The covalent energy of two sp³ hybrids: a sign slip and its repair, for cubic SiC

Conventions

In cubic SiC each Si atom has four C neighbours at the corners of a tetrahedron. Take one bond, with Si (atom 1) at the origin and C (atom 2) at x = +d, and d = 1.88 Å as the given bond length. The orbitals are real and treated as orthonormal. The outer part of each s orbital is positive. On both atoms px has its positive lobe towards +x. An sp³ hybrid along the unit vector n is h = (s + √3 pn)/2, where pn has its positive lobe along n. The covalent energy is defined by ⟨h1|H|h2⟩ = −V2 for the two hybrids that point into the bond, so V2 is positive.

In the Slater–Koster convention, for this geometry,

⟨s1|H|s2⟩ = Vssσ
⟨s1|H|px2⟩ = +Vspσ
⟨px1|H|s2⟩ = −Vspσ
⟨px1|H|px2⟩ = Vppσ

Harrison's universal form is V = η ħ²/(m d²), with m the free-electron mass and ħ²/m = 7.62 eV Å². Two sets (ηssσ, ηspσ, ηppσ) enter as approximate model inputs: A = (−1.40, 1.84, 3.24) and B = (−1.32, 1.42, 2.22). The form uses one Vspσ for both the Si s–C p and the C s–Si p pair, although in a polar bond these two can differ. The energy unit is 7.62/1.88² = 2.156 eV, which gives

set A: Vssσ = −3.02, Vspσ = 3.97, Vppσ = 6.99 eV
set B: Vssσ = −2.85, Vspσ = 3.06, Vppσ = 4.79 eV

Predict: the potential between the atoms is attractive. Why are Vspσ and Vppσ positive?

Picture the attraction concentrated at the bond midpoint. An element is then minus a positive constant times the product of the two orbitals there. At the midpoint s1, s2 and px1 are positive, while px2 is negative, since atom 2 turns its negative lobe towards atom 1. All four signs follow. The rule is that facing lobes of like sign give a negative element.

A wrong attempt

The following four lines contain a mistake, and the result W4 is wrong.

W1. h1 = (s1 + √3 px1)/2
W2. h2 = (s2 + √3 px2)/2
W3. ⟨h1|H|h2⟩ = (Vssσ + √3 Vspσ − √3 Vspσ + 3 Vppσ)/4 = (Vssσ + 3 Vppσ)/4
W4. Set A: (−1.40 + 9.72)/4 = +2.08, or +4.48 eV. Set B: (−1.32 + 6.66)/4 = +1.335, or +2.88 eV. (Wrong.)

Predict: before hunting for the faulty line, name two features of W3 and W4 that a bond cannot have.

The symptoms

First, the sign. The overall sign of a coupling can be flipped by h2 → −h2, but here both s coefficients are positive, which fixes the phase. Two hybrids that truly face each other are then both positive at the midpoint, and the lobe rule demands a negative element. W4 is positive.

Second, Vspσ has dropped out. In the universal model the coupling is unchanged by the mirror through the midpoint that swaps the two sites, and this mirror should carry h1 into h2. The term with s on the left and p on the right must then equal the term with p on the left and s on the right. They add and cannot cancel.

A third test needs no Hamiltonian. Two hybrids on one atom at angle θ overlap by (1 + 3 cos θ)/4, which vanishes at the tetrahedral angle, cos θ = −1/3.

Predict: the other three bonds of atom 2 have direction cosine +1/3 with the +x axis. What is the overlap of their hybrids with the orbital in W2?

The orbital in W2 points along +x, so cos θ = +1/3 and the overlap is 1/2. It is not a member of the sp³ set of atom 2.

The faulty line

The fault is W2. It copies the formula of atom 1 while keeping the common axis. Seen from atom 2 the bond runs along −x, so pn = −px2. The orbital in W2 points directly away from Si. Line W3 is correct algebra for the wrong orbital.

The mended calculation

h1 = (s1 + √3 px1)/2, h2 = (s2 − √3 px2)/2.

Predict: write the sign of each of the four terms before reading on.

s1 with s2: +Vssσ/4
s1 with px2: (−√3)(+Vspσ)/4
px1 with s2: (+√3)(−Vspσ)/4
px1 with px2: (√3)(−√3) Vppσ/4

⟨h1|H|h2⟩ = (Vssσ − 2√3 Vspσ − 3 Vppσ)/4 = −V2

The two sp terms take their minus signs from different places, one from the hybrid and one from the order of the orbitals. Every term is now negative, as the lobe rule requires.

Set A: (−1.40 − 6.374 − 9.72)/4 = −4.373, so V2 = 4.37 ħ²/(m d²).
Set B: (−1.32 − 4.919 − 6.66)/4 = −3.225, so V2 = 3.22 ħ²/(m d²), the unrounded coefficient being 3.2248.

With the unrounded coefficients the model gives V2 = 9.43 eV for set A and 6.95 eV for set B. For set A the ss, sp and pp parts of the element are −0.75, −3.44 and −5.24 eV.

Predict: repeat the sum in the cubic axes with the bond along [111]. Does Vppπ survive?

Now h1 = (s + px + py + pz)/2 and h2 = (s − px − py − pz)/2. Each of the three like pairs (x with x) couples by (Vppσ + 2 Vppπ)/3, and each of the six unlike pairs (x with y) by (Vppσ − Vppπ)/3. The nine add to 3 Vppσ, so Vppπ cancels. The six sp terms are each −Vspσ/√3 and add to −2√3 Vspσ. The result is the same.

One formula holds both versions. Let the hybrid on atom 2 have direction cosine c with +x. Its p components perpendicular to the bond do not couple to s1 or px1, so

M(c) = [Vssσ − √3 Vspσ + c(√3 Vspσ + 3 Vppσ)]/4.

The bond is c = −1 and the slip is c = +1. The other three hybrids have c = +1/3, and for set A they contribute −0.46 eV together. The four hybrids add to 2 s2, so their elements must add to 2⟨h1|H|s2⟩ = Vssσ − √3 Vspσ = −9.89 eV. Indeed −9.43 − 0.46 = −9.89 eV.

The size of the error

The error is M(+1) − M(−1) = (√3 Vspσ + 3 Vppσ)/2, which is 13.91 eV for set A and 9.83 eV for set B. Someone who discards the sign and keeps the magnitude is still low by 52 per cent (A) or 59 per cent (B), at any d. The two sets differ by 2.5 eV, which indicates how loosely the model fixes V2; the slip is several times larger.

Related slips give, for ⟨h1|H|h2⟩ in eV:

version, set A, set B
correct, −9.43, −6.95
W2, +4.48, +2.88
only the pp term reversed, +1.05, +0.23
only the two sp terms reversed, −2.56, −1.65

Predict: which row passes the test of overall sign and is still wrong?

The last one. Only the term-by-term lobe rule catches it.

The error propagates. Measure energies from the mean of the two hybrid levels, with Si at +V3 and C at −V3. Take as approximate inputs V3 = 1.4 eV with set A and 1.9 eV with set B, from the atomic term values customarily paired with each. The matrix with diagonal (+V3, −V3) and off-diagonal −V2 has eigenvalues ±√(V2² + V3²). The lower state has weight (1 + αp)/2 on C, with polarity αp = V3/√(V2² + V3²).

set A: splitting 19.1 eV, αp = 0.15; with the slip 9.4 eV, 0.30
set B: splitting 14.4 eV, αp = 0.26; with the slip 6.9 eV, 0.55

The slip halves the splitting and doubles the polarity. These numbers are the model's. Its splitting is roughly the distance between the centres of the valence and conduction bands. It omits the coupling between hybrids on one atom, of size (εp − εs)/4 with εs and εp the atomic s and p levels, approximately 2 eV for both Si and C, which spreads the bond levels into bands. Read as the main optical absorption peak, typically near 8 eV in SiC, the correct splitting is too high by roughly a factor of two, while the faulty values happen to land close to it. That closeness lends W2 no support, because the orbital in W2 points out of the bond.